# Squeezing and stretching Al₃Cu

Why does a metal resist squeezing more strongly than stretching, and which distances inside the crystal give way? Al₃Cu is a good case because its atoms lie in flat layers that repeat as Cu–Al–Al–Al. Two kinds of gap, Cu–Al and Al–Al, therefore carry the same load within one crystal. Their widths can be worked out from the columns below.

Al₃Cu (P4/mmm, 4-atom cell), shape and atoms relaxed at fixed volumes with Ansatz 0.2.0: PBEsol, PAW, plane waves to 420 eV, 16×16×6 k mesh, Gaussian smearing of 0.1 eV, no spin polarization, force tolerance 0.01 eV/Å. Energies are taken at zero smearing, relative to crystalline Al and Cu in the same functional; positive pressure means compression.

```csv
volume (relaxed cell) (Å³/atom),c/a (relaxed cell),shortest distance (relaxed cell) (Å),energy over elements (eV/atom),pressure (GPa)
12.925,2.7246,2.500,-0.010,16.930
13.365,2.7272,2.522,-0.049,11.590
13.805,2.7298,2.544,-0.074,7.060
14.246,2.7322,2.565,-0.088,3.230
15.127,2.7379,2.603,-0.089,-2.760
15.567,2.7392,2.620,-0.078,-5.060
16.155,2.7400,2.642,-0.054,-7.560
```

## An uneven spring

The volume was set in each row, and the cell's shape and the atoms' heights were then allowed to settle. A positive pressure is the pressure needed to hold the crystal at that volume. A negative one means that it has to be pulled outward. The pressure changes sign between the rows at 14.246 and 15.127 Å³/atom, so the volume of lowest energy lies between them. Their almost equal energies belong to opposite sides of one minimum, and the unrounded output puts the wider cell lower by only 0.3 meV/atom.

The outermost rows show the asymmetry. With the resting volume at 14.71 Å³/atom, as fitted below, the row at 12.925 is squeezed by about 12% and needs 16.9 GPa. The row at 16.155 is stretched by about 10%, yet it pulls back with only 7.6 GPa. Per percent of volume, squeezing costs nearly twice as much pressure.

The bulk modulus, which is the pressure needed per relative change of volume, tells the same story step by step. Between neighbouring rows it falls from about 160 GPa at the compressed end to 67 GPa at the stretched end. The crystal has no single stiffness over this range. It softens at every step as it expands.

The reason lies in how fast the forces change with distance. Squeezing confines the electrons more tightly and raises their kinetic energy, and it pushes the outer electrons into the ion cores, which repel them. The attraction between electrons and ions also grows, but more slowly. At rest the two balance. On squeezing, repulsion runs ahead. On stretching both fade, the repulsion faster, so a net inward pull builds up. Because both forces are weaker at larger volume, it grows by less for each further bit of volume.

## A formula with two constants

The Birch form puts this into numbers. It takes the energy as quadratic in (V₀/V)^(2/3) − 1, where V is the volume per atom and V₀ its value at zero pressure. Multiplied out, the square contains a steep repulsive term in V^(−4/3) and a gentler attractive term in V^(−2/3). The pressure P is minus the slope of the energy with volume:

P = (3/2) B [(V₀/V)^(7/3) − (V₀/V)^(5/3)]

Here B is the bulk modulus at rest. A fit to the pressures of all seven rows gives V₀ = 14.71 Å³/atom and B = 100 GPa. A change of volume by 1% near rest thus takes about 1 GPa.

The most compressed row, which was part of the fit, shows how the formula works:

- The volume ratio V₀/V is 14.71/12.925 = 1.138.
- The two powers are 1.3524 and 1.2406, and their difference is 0.112.
- The pressure is 1.5 × 100 GPa × 0.112, or about 17 GPa, as in the table.

The energies provide a further check, since they entered only through one common offset. The curve obtained from the pressures reproduces them to within 1 meV/atom, which is the last printed digit. Pressure and energy come from the same calculation, so this shows that they agree with each other and that the form suits them. It doesn't test the calculation against experiment.

Measured in GPa, the fit is poorest for the most stretched row, where the formula makes the inward pull about 3% too strong. The row at 14.246 Å³/atom misses by more in percent, because its pressure is small. The computed crystal softens somewhat faster than two constants allow. Carrying the curve to still larger volumes would therefore overstate the resistance.

## What an electron gas leaves out

A simpler system shows where part of the stiffness comes from: a gas of free electrons held together by point-like ions. Its kinetic energy varies as V^(−2/3) and its attraction as V^(−1/3). At rest the outward kinetic pressure p equals the inward pull, and the bulk modulus is (5/3)p − (4/3)p = p/3. With three free electrons from each Al atom and one from each Cu atom, p is about 122 GPa at the crystal's resting volume, which gives a modulus of about 41 GPa. The pull is not calculated here but set equal to p. Bare point charges would be expected to draw the gas into a much smaller volume.

That is less than half of the 100 GPa found for the crystal. The electron gas gets the order of magnitude right and also resists squeezing more than stretching, but it is too soft. Point-like ions have no cores, and real ones do. Core repulsion, including that of copper's filled d shell, is the likely source of the missing stiffness, though the table has no column that isolates it.

## Where the volume goes

The ratio c/a compares the height of the cell with the edge of its square base. It changes by less than 1% over the whole range, as if the crystal merely changed its scale. The layers tell a different story.

Each cell holds four atoms, so the edge is a = (4V/(c/a))^(1/3), or 2.667 Å in the most compressed row. The shortest distance, 2.500 Å, joins a Cu atom to an Al atom in the next layer, which sits above the centre of a square of Cu atoms. Pythagoras then gives a Cu–Al gap of √(2.500² − 2.667²/2) = 1.64 Å. Half the cell height less this gap is the Al–Al gap, 1.99 Å.

In the most stretched row the Cu–Al gap has grown by only 3%, but the Al–Al gap by 12%. Uniform scaling would have widened both by nearly 8%. Most of the growth in height thus takes place between aluminium layers. Their share is about three quarters in the compressed steps and about nine tenths in the last two.

Two springs in series behave in this way: both carry the same force, and the softer one stretches more. The picture has a limit, because the layers also spread sideways. A slanting Cu–Al contact of fixed length would lie flatter as the square beneath it widened, and the gap would shrink. The gaps therefore exaggerate the contrast, and the contact lengths are the fairer measure.

The contrast survives in the contacts. The Cu–Al contact grows by 5.7% and the Al–Al contact between layers by 10%, on either side of the uniform value. Since every gap carries the same load, this suggests that the Cu–Al contacts are the stiffer ones, although forces in a metal don't act purely between pairs of atoms. Copper's d shell offers a plausible reason, but the table can't separate core repulsion from a stronger Cu–Al bond.

## Why the shape hardly changes

The nearly constant c/a is the result of averaging. The height adds one stiff and one soft kind of gap, and together they grow by 8%, close to the 7.5% of the edge. A simple spring picture offers a possible reason for the slight excess. Along the height the layers act in series, so the soft gaps can yield freely. Sideways all layers must share one edge, like springs in parallel, and the stiff ones hold back the soft ones. This argument gives the direction of the change in c/a but not its size.

The rise of c/a is not even: it is steady up to 15.127 Å³/atom and then slows. The position of this bend should not be given a physical cause. The relaxation left a stress difference of about 0.03 to 0.04 GPa between height and edge, and its sign switches between the compressed and the stretched rows. If the stiffness against this change of shape is assumed to be 50 GPa, releasing the leftover stress would shift c/a by about 2.7 × 0.033/50 ≈ 0.002, upward on one side and downward on the other.

The step from 14.246 to 15.127 Å³/atom, where the sign switches, therefore looks too large in the table. Correcting for this moves the bend to the neighbourhood of the minimum and reduces the total rise from 0.015 to about 0.011.

The rise itself is on firmer ground than the bend. Among the four compressed rows the leftover stress is nearly the same, so it can't account for the climb of c/a from 2.7246 to 2.7322.

## Reading the energy column

The energies are counted from the separate elements. At the minimum the crystal lies about 0.09 eV/atom below them, which does not make it stable against a mixture of aluminium and another Al–Cu compound. Away from zero pressure, the product of pressure and volume would have to be added to each energy before phases are compared. Neither point affects the shape of the curve, which follows from the competition between repulsion and attraction. The printed output after this section gives the derived distances and the fits row by row.

The analysis program printed:

```
fit of pressure on 7 rows: coefficient of 1.5*((s/vol)**(7/3) - (s/vol)**(5/3)) 100.1 +/- 0.71, s 14.71; rms 0.143, worst 16.155 -0.232, leave-one-out rms 0.228
fit of pressure on 7 rows: coefficient of (s/vol)**(5/3) - (s/vol)**(4/3) 305.9 +/- 5.8, s 14.75; rms 0.385, worst 16.155 -0.552, leave-one-out rms 0.613
Derived by row:
     row  modulus from row above (GPa)  predicted energy (eV/atom)  Cu-Al gap (Å)  Al-Al gap (Å)  Al-Al contact (Å)  Al-Al share of c growth (%)  c/a roughly corrected
  12.925                           n/a                   -0.009349          1.641          1.993              2.744                          n/a                  2.726
  13.365                         159.5                    -0.04807          1.651          2.026              2.782                        77.09                  2.729
  13.805                         139.9                    -0.07371          1.661          2.058              2.819                        75.39                  2.732
  14.246                         121.8                    -0.08814          1.671           2.09              2.856                        77.61                  2.734
  15.127                         99.82                    -0.08931          1.685          2.157              2.931                        82.68                  2.736
  15.567                         80.22                     -0.0786          1.689          2.191              2.969                        89.06                  2.737
  16.155                         67.43                    -0.05481          1.694          2.235              3.018                        90.26                  2.738
Volume at zero pressure, Birch fit (Å³/atom): 14.71
Bulk modulus at zero pressure, Birch fit (GPa): 100.1
Energy at the minimum (eV/atom): -0.09289
Largest miss of predicted energies (meV/atom): 0.9263
Modulus of most compressed pair over most stretched pair: 2.366
Kinetic pressure of free electrons (GPa): 121.9
Bulk modulus of electron gas with point-ion attraction (GPa): 40.63
Growth of every length if scaling were uniform (%): 7.719
Growth of Cu-Al contact (%): 5.68
Growth of Al-Al contact between layers (%): 9.999
Growth of edge a (%): 7.517
Growth of Cu-Al gap (%): 3.204
Growth of Al-Al gap (%): 12.18
Rise of c/a as tabulated: 0.0154
Rise of c/a after rough stress correction: 0.01131
```
